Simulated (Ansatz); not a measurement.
**Ligand exchange: GeH(NH2) + KNH2 → Ge(NH2)2 + KH**

Gas-phase species: GeH(NH2), singlet; KNH2 `[NH2][K]`, singlet; Ge(NH2)2, singlet; KH, singlet. The partners trade H for NH2: Ge–H and K–NH2 bonds give way to Ge–NH2 and K–H.

Shapes, held fixed at every level: PBE0-D4/def2-TZVP. Flexible molecules stand in one conformer, not always the lowest. Programs: Ansatz 0.2.0. The zero-point and thermal change to 298 K, harmonic and unscaled (PBE0-D4/def2-TZVP), is -2.6 kJ/mol.

Estimate ΔH(298 K) of this reaction.

The highest level, CCSD(T)/def2-TZVPP, gives ΔH(298 K) = -31.5 kJ/mol; the levels span -45.3 to -27.6. The column of differences is taken from that level and isn't an error. No measured value is set beside it here. Relativity is left out for Ge. Outer-core shells of Ge, K are correlated, in sets that cover them unevenly.

```json
{"level": "SPW92/def2-TZVPP", "kind": "LDA", "ΔH(298 K) (kJ/mol)": "-45.3", "less CCSD(T)/def2-TZVPP": "-13.8"}
{"level": "PBE-D4/def2-TZVPP", "kind": "GGA", "ΔH(298 K) (kJ/mol)": "-36.8", "less CCSD(T)/def2-TZVPP": "-5.3"}
{"level": "r2SCAN-D4/def2-TZVPP", "kind": "meta-GGA", "ΔH(298 K) (kJ/mol)": "-33.9", "less CCSD(T)/def2-TZVPP": "-2.4"}
{"level": "wB97M-V/def2-TZVPP", "kind": "range-separated hybrid", "ΔH(298 K) (kJ/mol)": "-38.3", "less CCSD(T)/def2-TZVPP": "-6.8"}
{"level": "MP2/def2-TZVPP", "kind": "perturbation theory", "ΔH(298 K) (kJ/mol)": "-27.6", "less CCSD(T)/def2-TZVPP": "+3.9"}
{"level": "CCSD(T)/def2-SVP", "kind": "coupled cluster or CI", "ΔH(298 K) (kJ/mol)": "-39.9", "less CCSD(T)/def2-TZVPP": "-8.4"}
{"level": "CCSD/def2-SVP", "kind": "coupled cluster or CI", "ΔH(298 K) (kJ/mol)": "-39.9", "less CCSD(T)/def2-TZVPP": "-8.4"}
{"level": "CCSD(T)/def2-TZVPP", "kind": "coupled cluster or CI", "ΔH(298 K) (kJ/mol)": "-31.5", "less CCSD(T)/def2-TZVPP": "0.0"}
```

Every level makes the exchange exothermic, so amide prefers germanium and hydride is left to potassium. The likely reason lies mainly on the germanium side. A germylene has a formally empty 4p orbital that accepts π density from a nitrogen lone pair, and the polar Ge–N σ bond adds to this, whereas hydride has no lone pair for π donation. The second amide probably gains less than the first, since both compete for the same orbital. Potassium binds both ligands largely ionically and offers no comparable π stabilisation.

The size of the exotherm is less settled than its sign. In the smaller basis, CCSD and CCSD(T) both give -39.9 kJ/mol, so triples hardly matter there, while enlarging the basis brings CCSD(T) to -31.5 kJ/mol. This suggests that an uneven description of the diffuse, anion-like hydride and amide matters more than higher excitations. The preference applies to isolated molecules; in the solids, the lattice energies of KH and KNH2 would also enter the balance.
